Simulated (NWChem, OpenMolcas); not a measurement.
Cu2 (SMILES [Cu][Cu]): methods side by side

The species is Cu2 (2 atoms), meant as a singlet with charge 0. As SMILES, `[Cu][Cu]`. The bond length is the measured one.

```xyz
2

Cu    0.0000    0.0000    0.0000
Cu    0.0000    0.0000    2.2197
```

Quantity: the electronic atomisation energy, in eV. The values are calculated. Electronic energies at fixed atoms, without zero-point motion or spin-orbit coupling.

```tsv
level	kind	program	value (eV)
BLYP/def2-SVPD	GGA	OpenMolcas	6.42
M06-L/def2-SVPD	meta-GGA	NWChem	2.71
r2SCAN/def2-SVPD	meta-GGA	OpenMolcas	2.65
M06-2X/def2-SVPD	hybrid meta-GGA	NWChem	1.99
B3LYP/def2-SVPD	global hybrid	OpenMolcas	2.32
BHLYP/def2-SVPD	global hybrid	OpenMolcas	1.84
PBE0/def2-SVPD	global hybrid	NWChem	2.20
CCSD/def2-SVPD	coupled cluster or CI	NWChem	1.90
```

The values span 1.84 to 6.42 eV.

The BLYP value of 6.42 eV can't be read as the strength of the Cu–Cu bond. Copper dimer has essentially a single σ bond between valence s orbitals, with nearly filled d shells adding little, and a GGA's usual overbinding is far too small to explain such a value. The likeliest cause is an atomic reference that converged to an excited configuration, with a hole in the d shell, which would raise the separated-atom limit.

Among the other rows, both meta-GGAs bind more strongly than any hybrid, and binding weakens from B3LYP through PBE0 to BHLYP as the share of exact exchange grows. Semilocal exchange mimics part of the left-right correlation in the bond, and exact exchange removes that contribution. M06-2X, at 1.99 eV, lies above BHLYP despite its large exact-exchange share, so the fraction alone doesn't fix the order. The closeness of BHLYP to CCSD doesn't establish its accuracy, since CCSD omits connected triple excitations, which probably strengthen this bond through s and d correlation.
